Squeezing bcc nickel changes both its bonding and its magnetism. Runs that may develop a moment, set beside runs without spin, let the magnetic part be read off.

Bcc Ni, computed with Ansatz 0.2.0 (BLYP, scalar-relativistic plane-wave PAW, 420 eV cutoff). The runs labelled antiferromagnetic and non-magnetic start have, in that order, 11.46 and 11.49 Å³/atom at scale 1, 12×12×12 and 17×17×17 k meshes, and Fermi-Dirac smearing of 0.05 and 0.1 eV. Energies are for zero smearing, relative to scale 1; pressures are at the stated smearing, positive in compression.

```
volume scale  energy change, antiferromagnetic start (meV/atom)  pressure, antiferromagnetic start (GPa)  largest site moment, antiferromagnetic start (μB)  energy change, non-magnetic start (meV/atom)  pressure, non-magnetic start (GPa)
        0.88                                              122.7                                    30.82                                               0.47                                         104.4                               29.14
        0.92                                               52.7                                    18.63                                               0.51                                          40.9                               17.03
        0.96                                               13.9                                     8.96                                               0.54                                           8.3                                7.49
           1                                                0.0                                     1.29                                               0.56                                           0.0                               -0.03
        1.04                                                5.7                                    -4.78                                               0.58                                          10.9                               -5.95
        1.08                                               26.9                                    -9.54                                               0.60                                          36.9                              -10.60
        1.12                                               60.2                                   -13.27                                               0.62                                          74.7                              -14.24
```

1. Which magnetic states are compared?

All seven runs labelled "antiferromagnetic start" ended with equal, parallel moments on the two atoms of the cell. They also began that way: the input gave both atoms the same spin, −0.58, so the label can only refer to an earlier relaxation of the cell. The curve belongs to a ferromagnet, and whether an antiferromagnetic state exists at these volumes, or lies lower, wasn't tested. In the other runs zero moment is imposed, not found. Site moments should therefore be read at the end of a run before its curve is given a name.

2. Which state is lower in energy?

The energy columns alone can't tell, because each counts from its own zero. The total energies of the same runs, extrapolated to zero smearing, put the ferromagnet 19.4 meV per atom below the non-magnetic metal at scale 1. At scale 0.88 the lead is then, in meV per atom,

19.4 + 104.4 − 122.7 = 1.1

This near-tie is misleading, since equal scale is not equal volume. The ferromagnetic cell is smaller by about 0.03 Å³ per atom, so at each scale it is squeezed slightly further. Compared at equal volume, the ferromagnet leads by about 6 meV per atom at the smallest volume and 31 at the largest.

3. Why does the moment shrink under compression?

A moment forms when electrons near the Fermi level move from one spin to the other. They must climb to higher band states, which costs energy, but parallel spins gain exchange energy. For a small moment the Stoner picture gives

ΔE ≈ m²/(2N) − I m²/4

Here m is the number of unpaired electrons per atom, N the density of states at the Fermi level for both spins together, and I the exchange strength. Compression increases the overlap of neighbouring d orbitals. The d bands widen, N falls and the first term grows, while I, largely an atomic property, hardly changes. Higher powers of m, left out here, limit the moment, so it settles at a smaller value when the net quadratic gain is weaker. Compression may also move s and p electrons into the d bands, leaving fewer d holes; these runs don't separate the two effects.

4. Do the numbers show that N falls?

They do for an average of N around the Fermi level, through the electronic entropy of the non-magnetic runs. For a smooth band the entropy term TS and the smearing σ give N = 3TS/(π²σ²). At scale 1, TS is 0.0712 eV per atom and σ is 0.1 eV, so

N ≈ 0.0712/(3.29 × 0.01) ≈ 2.2 states per eV and atom

The same estimate, made for each volume without any fit, rises by 40% from the smallest volume to the largest; the output below lists it. The site moment rises by about 31%. That the first rise drives the second is argued from theory. The estimate averages over a few tenths of an eV, too coarsely to predict the moment itself.

5. How does magnetism change the pressure?

Expansion increases the magnetic energy gain, so magnetism pushes the lattice outward. This makes the ferromagnetic energy curve steeper in compression and flatter in expansion. At equal volume the gain grows by 25 meV per atom while the volume grows by 0.24 × 11.46 = 2.75 Å³, which amounts to a mean pressure of about 1.5 GPa.

The pressure columns differ by a similar 1.0 to 1.7 GPa, partly because two offsets nearly cancel. The smaller cell raises the ferromagnetic pressure, and the larger smearing raises the non-magnetic one. The magnetic push gives the ferromagnet a preferred volume about 0.6% larger at the stated smearings, or about 0.9% larger with the entropy part of the pressure removed. Its cell at scale 1 is still under 1.29 GPa, so its equilibrium should be read near scale 1.01. Zero-point motion, left out here, would normally expand both states slightly further.

6. Does the moment collapse?

Not in this range: 0.47 μB remains at scale 0.88. The moment does fall faster there, by 0.04 μB over the last step of compression against about 0.02 μB per step in expansion. Theory expects such a steepening when the exchange gain only just exceeds the band cost, but whether a collapse is near is untested. Nor does this explain the other end of the table, where the steps grow again, from 0.017 to 0.021 μB, instead of levelling off. Smaller volumes, each started from a sizeable moment, would settle it.

7. What would a smaller smearing change, and which digits can be trusted?

The non-magnetic energies were extrapolated to zero smearing by adding 30 to 42 meV per atom, at each volume more than the magnetic gain there. Halving the smearing would cut this correction to about a quarter and test the extrapolation. Until then the size of the gain is uncertain by an unknown amount, and even its sign leans on the extrapolation, since without the corrections the non-magnetic state would lie lower at every volume. The growth of the gain is safer: without any smearing corrections it would still be about 15 meV per atom instead of 25.

The steady rise of the moment can be trusted within this level of theory (BLYP on PAW datasets made for PBE), whereas single meV between the two states can't. BLYP doesn't reproduce the uniform electron gas, a weakness for metals, and the bcc symmetry is imposed, so the runs don't show that this structure is stable. Both states should be rerun with the same cell, mesh and smearing before such differences are used. In devices nickel serves in contacts and magnetic films, usually as fcc metal or an alloy. What carries over is the reasoning that strain which changes the volume also changes the d-band width and can thereby alter the moment, not the values for this bcc crystal.

Output of the analysis:

```
Ferromagnetic against non-magnetic:
   row  energy change FM less NM (meV)  FM below NM at equal scale (meV)  FM below NM at equal volume (meV)  pressure FM less NM (GPa)
  0.88                            18.3                               1.1                              5.902                       1.68
  0.92                            11.8                               7.6                              10.53                        1.6
  0.96                             5.6                              13.8                              15.15                       1.47
   1.0                               0                              19.4                              19.39                       1.32
  1.04                            -5.2                              24.6                              23.44                       1.17
  1.08                             -10                              29.4                              27.26                       1.06
  1.12                           -14.5                              33.9                              30.91                       0.97
Moment and smearing:
   row  moment step (muB)  averaged NM density of states (1/eV/atom)  NM smearing correction (meV/atom)  FM smearing correction (meV/atom)
  0.88                n/a                                      1.802                              29.64                              5.727
  0.92            0.04217                                      1.922                              31.62                              5.772
  0.96            0.02751                                      2.043                              33.61                              5.927
   1.0            0.01937                                      2.165                              35.62                              6.187
  1.04            0.01729                                      2.287                              37.62                              6.548
  1.08            0.01861                                      2.408                               39.6                              6.975
  1.12            0.02099                                      2.527                              41.57                              7.419
Rise of site moment from smallest to largest volume (%): 31.02
Rise of volume over the table (%): 27.27
Rise of averaged non-magnetic density of states (%): 40.29
Net cell moment per atom at scale 1, from further outputs (muB): 0.5306
Change of the gap at scale 0.88 if the volume offset is wrong by 0.01 cubic angstrom (meV): 1.601
Mean magnetic pressure from the growth of the equal-volume gap (GPa): 1.457
Mean entropy part of the pressure, non-magnetic (GPa): 0.6937
Mean entropy part of the pressure, ferromagnetic (GPa): 0.09855
Mean pressure offset from the smaller ferromagnetic cell (GPa): 0.4719
Ferromagnetic scale at zero pressure, interpolated: 1.009
Ferromagnetic volume at zero pressure (cubic angstrom per atom): 11.56
Magnetic expansion at the stated smearings (%): 0.6028
Magnetic expansion with the entropy part removed (%): 0.9104
```
